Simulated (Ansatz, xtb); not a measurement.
**C5H6N2Si: which of two isomers lies lower**

Structure I: `N#CC1=C[Si@H](N)C=C1`, a singlet. Structure II: `N#CC1=C[C@H]([SiH3])N=C1`, a singlet. Both are isolated molecules in the gas phase, relaxed with r2SCAN-D4/def2-SVP; the shapes shown needn't be the lowest conformers.

I (Å):

```xyz
14

C    -1.3577   -0.5007    2.2136
C    -0.4638   -0.6733    1.1103
C     0.6099    0.1300    0.8741
C     0.1823   -1.8876   -0.8772
C    -0.6981   -1.7913    0.1415
N    -2.0979   -0.3733    3.1059
N     1.7908    0.6318   -1.8708
Si    1.4910   -0.5453   -0.6498
H     0.8535    0.9672    1.5325
H     2.8137   -1.1546   -0.3185
H     2.5375    0.4901   -2.5429
H     1.0319    1.1715   -2.2752
H     0.0963   -2.6783   -1.6279
H    -1.5496   -2.4620    0.3055
```

II (Å):

```xyz
14

C     0.0056    0.1952    2.6081
C     0.0518    0.0674    1.1941
C    -0.5723   -0.8770    0.4154
C    -0.1504   -0.6070   -0.9691
C     0.7920    0.9314    0.2747
N    -0.0157    0.3209    3.7671
N     0.6535    0.5823   -0.9692
Si    1.0895   -1.9790   -1.5466
H    -1.2179   -1.6873    0.7576
H    -0.9355   -0.6113   -1.7474
H     0.3812   -3.2927   -1.5285
H     1.5263   -1.6589   -2.9315
H     2.2283   -1.9807   -0.5903
H     1.4103    1.7834    0.5759
```

Quicker runs give these differences E(II) − E(I): GFN2-xTB −16.6 kcal/mol; HF/STO-3G +10.4 kcal/mol (at GFN2-xTB geometries); r2SCAN-D4/def2-SVP//GFN2-xTB +17.2 kcal/mol.

Task: Estimate which is lower in electronic energy at CCSD(T)/def2-SVP + ΔMP2/def2-TZVPP, and by roughly how much.

Result: The CCSD(T)/def2-SVP + ΔMP2/def2-TZVPP calculation puts structure I lower, by 24.8 kcal/mol.

Level by level:

| level | geometry | E(II) − E(I) (kcal/mol) | departure from the last row (kcal/mol) | job, with rough time for the two |
| --- | --- | --- | --- | --- |
| GFN2-xTB | GFN2-xTB | −16.6 | −41.4 | optimisation, 0.24 s |
| HF/STO-3G | GFN2-xTB | +10.4 | −14.4 | single point, 0.44 s |
| r2SCAN-D4/def2-SVP//GFN2-xTB | GFN2-xTB | +17.2 | −7.5 | single point, 4.5 s |
| r2SCAN-D4/def2-SVP | r2SCAN-D4/def2-SVP | +16.7 | −8.1 | optimisation, 49 s |
| HF/def2-SVP | r2SCAN-D4/def2-SVP | +22.8 | −1.9 | part of the CCSD(T) run |
| MP2/def2-SVP | r2SCAN-D4/def2-SVP | +15.7 | −9.1 | part of the CCSD(T) run |
| CCSD(T)/def2-SVP | r2SCAN-D4/def2-SVP | +16.8 | −8.0 | single point |
| CCSD(T)/def2-SVP + ΔMP2/def2-TZVPP | r2SCAN-D4/def2-SVP | +24.8 |  | single point, 92 s |

As drawn, II has 1 C–C, 1 C–N, 1 C=N, 2 Si–H in place of 1 C=C, 1 C–Si, 1 N–Si, 2 N–H.

GFN2-xTB puts the two in the other order. The largest departure from CCSD(T)/def2-SVP + ΔMP2/def2-TZVPP is that of GFN2-xTB, 41.4 kcal/mol. The last row adds to CCSD(T) the change of the MP2 difference between the two basis sets, here +8.0 kcal/mol, a large step that makes the value less sure.

With thermal terms from frequencies at re-optimised GFN2-xTB minima (ideal gas, soft modes damped towards free rotors, one conformer each, 298.15 K, 1 atm): on the last row, ΔE + ΔZPE = +22.4, ΔH = +22.1, ΔG = +22.5 kcal/mol.

The correlated steps freeze 12 core orbitals. Codes used: Ansatz 0.2.0, xtb 6.7.1; the last row on 4 threads of Arm Neoverse V1 on a shared host.

Structure I, the aminosilole, lies lower at every level except GFN2-xTB. The main reason is probably where silicon and hydrogen sit. I has a strong, polar Si–N bond and two N–H bonds, whereas II puts those hydrogens on the less electronegative silicon, in weaker Si–H bonds. Its C=N bond evidently doesn't make up for this. The stiffer N–H bonds also cost I more zero-point energy, which fits the slight narrowing of the gap to +22.4 kcal/mol.

The GFN2-xTB reversal comes from its energies rather than its geometries, since r2SCAN-D4 gives nearly the same difference on either set of structures. The closeness of HF/def2-SVP to the final value looks like a cancellation: correlation in the small basis favours II, while enlarging the basis favours I. The preference for I is thermodynamic and doesn't imply that it would persist in bulk, as siloles with little steric protection readily dimerise by Diels–Alder addition.
